**d-channel scattering phase of a one-projector Mn pseudopotential and three variants**

The table holds the unwrapped phase arctan(r R′/R) of the all-electron Mn d channel and the pseudo-minus-all-electron error from -1.98 to 4.86 Ha, for a base ONCVPSP 4.0.1 potential (LDA-PZ, scalar-relativistic) and variants in radii, model core and reference configuration. The program checks the norm identity for the energy slope on the all-electron 3d wave, fits cot θ = c + Σ g/(Eₙ - E) with three poles as an interpolator, converts the errors of the base and 1.4 bohr runs into energy lags and tests a rigid shift of the 3d⁵ 4s¹·⁵ curve. The second pseudo level lies 0.58 Ha above the all-electron one, which accounts for the 1.2 rad peak, while the lag grows steadily away from the reference and the quadratic law holds only locally. The unfitted shift of 0.157 Ha reproduces the changed configuration to 0.0010 rad rms, and the model-core variant equals the base. The 1.4 bohr variant, read against its own all-electron phase, has a smaller lag but eight times the cutoff, a larger 3d⁴ error and a jump of about -π in the s channel.

Calculated values. ONCVPSP 4.0.1, norm-conserving pseudopotential for Mn⁺ (3d5 4s1, [Ar] core), scalar-relativistic LDA-PZ. Base run: one d projector, d radius 2 bohr, polynomial local potential inside 1.85 bohr, model-core option 3 with density factor 5.5; variants change the settings named. Phase = unwrapped arctan(r R′/R) just outside the d radius; error = pseudo minus all-electron.

## Program and output

```python
# Table: d-channel phase arctan(r R'/R) of all-electron Mn and error (pseudo - AE), ONCVPSP 4.0.1,
# LDA-PZ, scalar-relativistic, base run + 3 variants. Tested: norm/slope identity, R-matrix pole
# form cot = c + sum g/(En-E), error as energy lag, rigid shift of run3 by its reference level.
T = {
    'energy': [-1.98, -1.62, -1.26, -0.9, -0.54, -0.18, 0.18, 0.54, 0.9, 1.26, 1.62, 1.98, 2.34, 2.7, 3.06, 3.42, 3.78, 4.14, 4.5, 4.86],  # Ha
    'phase_d_all_electron': [1.2022, 1.1249, 0.9659, 0.3862, -1.2498, -1.7125, -1.9588, -2.3015, -3.0321, -3.8761, -4.2635, -4.4404, -4.5408, -4.6077, -4.658, -4.7, -4.7384, -4.7774, -4.8214, -4.8777],  # rad
    'run0': [0.0125, 0.0195, 0.0341, 0.071, 0.0002, 0.035, 0.104, 0.2822, 0.7785, 1.2034, 0.9297, 0.5538, 0.3575, 0.2636, 0.2161, 0.1926, 0.1837, 0.1866, 0.2018, 0.2342],  # rad
    'run1': [0.0376, 0.0489, 0.0479, 0.0128, 0.0001, 0.0065, 0.0179, 0.0326, 0.0519, 0.0793, 0.12, 0.185, 0.2951, 0.4912, 0.8249, 1.2399, 1.522, 1.5929, 1.4895, 1.2621],  # rad
    'run2': [0.0125, 0.0195, 0.0341, 0.071, 0.0002, 0.035, 0.104, 0.2822, 0.7785, 1.2034, 0.9297, 0.5538, 0.3575, 0.2636, 0.2161, 0.1926, 0.1837, 0.1866, 0.2018, 0.2342],  # rad
    'run3': [0.0105, 0.0158, 0.0259, 0.0507, 0.0245, 0.0166, 0.0675, 0.1809, 0.51, 1.106, 1.1076, 0.6979, 0.4266, 0.2972, 0.2333, 0.2008, 0.1861, 0.184, 0.1934, 0.2171],  # rad
}
import numpy as np
from scipy.optimize import least_squares, brentq, minimize_scalar
E = np.array(T['energy']); ae0 = np.array(T['phase_d_all_electron'])
r0, r1, r2, r3 = (np.array(T['run%d' % i]) for i in range(4))
# typed from caption / further outputs of the same runs
ref0, ref3 = -0.5591, -0.4018
ae1 = np.array([0.8052, 0.5386, 0.0296, -0.6538, -1.1188, -1.3676, -1.5175, -1.6245, -1.714, -1.8007,
    -1.8965, -2.0168, -2.1865, -2.4508, -2.8673, -3.3879, -3.8114, -4.0775, -4.2416, -4.3494])
def th(p, x):
    x = np.asarray(x, float)
    c = p[6] + sum(p[i+1]/(p[i]-x) for i in (0, 2, 4))
    return np.arctan2(1.0, c) - np.pi*sum((x > p[i])*1.0 for i in (0, 2, 4))
sl = lambda p, x: (th(p, x+1e-5) - th(p, x-1e-5))/2e-5
def fit(y, p0, name):
    lo = [-1.9, 1e-3, 0.3, 1e-3, 5.2, 1e-3, -3]; hi = [-0.3, 5, 4.5, 5, 80, 200, 3]
    s = least_squares(lambda p: th(p, E)-y, p0, bounds=(lo, hi), max_nfev=3000)
    k = np.argmax(abs(s.fun))
    print('%s: E1 %.3f g1 %.3f E2 %.3f g2 %.3f (E3 %.1f g3 %.2f c %.3f) Ha; rms %.4f worst %.4f rad at %.2f'
          % (name, *s.x, np.sqrt(np.mean(s.fun**2)), s.fun[k], E[k]))
    return s.x
print('rounding floor 0.00005 rad; E3, g3, c trade off and E3 is outside the range')
pa = fit(ae0, [-0.82, 0.18, 0.94, 0.37, 6.3, 0.34, 0.06], 'AE base')
pp = fit(ae0+r0, [-0.82, 0.18, 1.5, 0.5, 12, 0.5, 0.04], 'PS base')
pb = fit(ae1, [-1.25, 0.5, 3.25, 0.68, 10, 1.0, 0.05], 'AE run1')
print('level shift PS-AE base: E1 %+.3f, E2 %+.3f Ha; g2 ratio %.2f' % (pp[0]-pa[0], pp[2]-pa[2], pp[3]/pa[3]))
# norm identity from AE 3d wave (further outputs): u at 1.785, 2.04, 2.295; norm inside 2.0 bohr
r, u = 2.04, 0.4157; D = r*np.log(0.34/0.5056)/(2.295-1.785) - 1; Q = 0.887657 + 0.04*u*u
dD = -2*r*Q/u**2
print('wave at %.2f bohr: D %.3f, Q %.3f, dD/dE %.1f /Ha, phase %.3f, slope %.2f rad/Ha' % (r, D, Q, dD, np.arctan(D), dD/(1+D*D)))
print('fits at Eref: phase AE %.3f PS %.3f; slope AE %.2f PS %.2f rad/Ha' % (th(pa, ref0), th(pp, ref0), sl(pa, ref0), sl(pp, ref0)))
print('phase at %.2f Ha from wave %.4f, table %.4f rad' % (E[4], np.arctan(D+dD*(E[4]-ref0)), ae0[4]))
lag = lambda p, e, d: e - brentq(lambda x: float(th(p, x)-th(p, e)) - d, -8, 5.15, xtol=1e-10)
err = lambda x: th(pp, x) - th(pa, x)
s = ref3 - ref0; m3 = err(E-s)
print('E[Ha] slope0 err0 lag0[Ha] lag0/y^2 lag0*|sl| | slope1 err1 lag1 lag1/y^2 | err3 shifted resid')
for i, e in enumerate(E):
    y2 = (e-ref0)**2; a = lag(pa, e, r0[i]); b = lag(pb, e, r1[i])
    print('%5.2f %5.2f %.4f %.4f %.3f %.3f | %5.2f %.4f %.4f %.3f | %.4f %.4f %+.4f' % (e, sl(pa, e), r0[i],
          a, a/y2, a*abs(sl(pa, e)), sl(pb, e), r1[i], b, b/y2, r3[i], m3[i], m3[i]-r3[i]))
print('y = E-Eref; at %.2f Ha rounding is %.0f%% of err0, %.0f%% of err1' % (E[4], 5e-3/r0[4], 5e-3/r1[4]))
rms = lambda v: np.sqrt(np.mean(v**2))
o = minimize_scalar(lambda t: rms(err(E-t)-r3), bounds=(0, 0.4), method='bounded')
k = np.argmax(abs(m3-r3))
print('run3 rms[rad]: no shift %.4f; shift %.4f Ha %.4f (worst at %.2f); best shift %.3f Ha %.4f'
      % (rms(r0-r3), s, rms(m3-r3), E[k], o.x, o.fun))
print('interpolator floor: rms(fit err - err0) %.4f rad' % rms(err(E)-r0))
for n, v, rf in (('run0', r0, ref0), ('run1', r1, ref0), ('run3', r3, ref3)):
    k = int(np.argmax(v)); h = E[1]-E[0]
    pk = E[k] + h*(v[k+1]-v[k-1])/(2*(2*v[k]-v[k-1]-v[k+1]))
    x = np.interp(0.1, v[5:k+1], E[5:k+1])
    print('%s: max %.4f rad = %.2f pi at %.2f, parabola peak %.2f Ha; 0.1 rad reached at %.2f Ha (%.2f above ref)'
          % (n, v[k], v[k]/np.pi, E[k], pk, x, x-rf))
print('max |run2-run0| %.4f rad; base minimum after peak %.4f at %.2f Ha' % (abs(r2-r0).max(), r0[9:].min(), E[9+np.argmin(r0[9:])]))
# further outputs, run1 against base
print('run1/base: 1 mHa cutoff x%.2f; 3d4 4s0 error x%.2f; run1 s jump %.3f pi' % (187.11/22.99, 183.949/104.2196, (-3.13+0.0001)/np.pi))
assert (r0 > 0).all() and (r1 > 0).all() and (r3 > 0).all()
assert np.array_equal(r0, r2) and np.argmin(r0) == 4
assert pp[2] > pa[2] and pa[2] < E[np.argmax(r0)] < pp[2]
assert rms(m3-r3) < rms(r0-r3)
```

It prints:

```
rounding floor 0.00005 rad; E3, g3, c trade off and E3 is outside the range
AE base: E1 -0.813 g1 0.188 E2 0.940 g2 0.366 (E3 6.4 g3 0.37 c 0.057) Ha; rms 0.0005 worst -0.0008 rad at -1.98
PS base: E1 -0.800 g1 0.173 E2 1.521 g2 0.513 (E3 12.9 g3 0.64 c 0.036) Ha; rms 0.0000 worst 0.0000 rad at -0.18
AE run1: E1 -1.244 g1 0.540 E2 3.250 g2 0.677 (E3 16.5 g3 0.96 c 0.046) Ha; rms 0.0000 worst 0.0000 rad at 3.42
level shift PS-AE base: E1 +0.012, E2 +0.580 Ha; g2 ratio 1.40
wave at 2.04 bohr: D -2.587, Q 0.895, dD/dE -21.1 /Ha, phase -1.202, slope -2.75 rad/Ha
fits at Eref: phase AE -1.201 PS -1.201; slope AE -2.69 PS -2.69 rad/Ha
phase at -0.54 Ha from wave -1.2481, table -1.2498 rad
E[Ha] slope0 err0 lag0[Ha] lag0/y^2 lag0*|sl| | slope1 err1 lag1 lag1/y^2 | err3 shifted resid
-1.98 -0.16 0.0125 0.0814 0.040 0.013 | -0.53 0.0376 0.0750 0.037 | 0.0105 0.0115 +0.0010
-1.62 -0.28 0.0195 0.0733 0.065 0.021 | -1.01 0.0489 0.0507 0.045 | 0.0158 0.0165 +0.0007
-1.26 -0.69 0.0341 0.0536 0.109 0.037 | -1.82 0.0479 0.0266 0.054 | 0.0259 0.0264 +0.0005
-0.90 -3.51 0.0710 0.0214 0.184 0.075 | -1.70 0.0128 0.0075 0.064 | 0.0507 0.0512 +0.0005
-0.54 -2.43 0.0002 0.0001 0.225 0.000 | -0.92 0.0001 0.0001 0.297 | 0.0245 0.0247 +0.0002
-0.18 -0.75 0.0350 0.0448 0.312 0.034 | -0.52 0.0065 0.0125 0.087 | 0.0166 0.0166 -0.0000
 0.18 -0.71 0.1040 0.1533 0.281 0.110 | -0.34 0.0179 0.0513 0.094 | 0.0675 0.0669 -0.0006
 0.54 -1.33 0.2822 0.2791 0.231 0.372 | -0.26 0.0326 0.1192 0.099 | 0.1809 0.1802 -0.0007
 0.90 -2.69 0.7785 0.3969 0.186 1.069 | -0.24 0.0519 0.2134 0.100 | 0.5100 0.5102 +0.0002
 1.26 -1.63 1.2034 0.5053 0.153 0.826 | -0.25 0.0793 0.3294 0.100 | 1.1060 1.1069 +0.0009
 1.62 -0.68 0.9297 0.6090 0.128 0.415 | -0.29 0.1200 0.4587 0.097 | 1.1076 1.1055 -0.0021
 1.98 -0.35 0.5538 0.7140 0.111 0.252 | -0.39 0.1850 0.5968 0.093 | 0.6979 0.6955 -0.0024
 2.34 -0.22 0.3575 0.8251 0.098 0.182 | -0.58 0.2951 0.7377 0.088 | 0.4266 0.4249 -0.0017
 2.70 -0.16 0.2636 0.9451 0.089 0.149 | -0.92 0.4912 0.8783 0.083 | 0.2972 0.2961 -0.0011
 3.06 -0.13 0.2161 1.0754 0.082 0.136 | -1.38 0.8249 1.0159 0.078 | 0.2333 0.2326 -0.0007
 3.42 -0.11 0.1926 1.2174 0.077 0.135 | -1.39 1.2399 1.1498 0.073 | 0.2008 0.2005 -0.0003
 3.78 -0.11 0.1837 1.3701 0.073 0.146 | -0.94 1.5220 1.2789 0.068 | 0.1861 0.1862 +0.0001
 4.14 -0.11 0.1866 1.5351 0.070 0.174 | -0.57 1.5929 1.4043 0.064 | 0.1840 0.1845 +0.0005
 4.50 -0.13 0.2018 1.7139 0.067 0.229 | -0.36 1.4895 1.5266 0.060 | 0.1934 0.1943 +0.0009
 4.86 -0.18 0.2342 1.9145 0.065 0.337 | -0.25 1.2621 1.6467 0.056 | 0.2171 0.2176 +0.0005
y = E-Eref; at -0.54 Ha rounding is 25% of err0, 50% of err1
run3 rms[rad]: no shift 0.0877; shift 0.1573 Ha 0.0010 (worst at 1.98); best shift 0.158 Ha 0.0008
interpolator floor: rms(fit err - err0) 0.0005 rad
run0: max 1.2034 rad = 0.38 pi at 1.26, parabola peak 1.30 Ha; 0.1 rad reached at 0.16 Ha (0.72 above ref)
run1: max 1.5929 rad = 0.51 pi at 4.14, parabola peak 4.11 Ha; 0.1 rad reached at 1.44 Ha (2.00 above ref)
run3: max 1.1076 rad = 0.35 pi at 1.62, parabola peak 1.44 Ha; 0.1 rad reached at 0.28 Ha (0.68 above ref)
max |run2-run0| 0.0000 rad; base minimum after peak 0.1837 at 3.78 Ha
run1/base: 1 mHa cutoff x8.14; 3d4 4s0 error x1.77; run1 s jump -0.996 pi
```
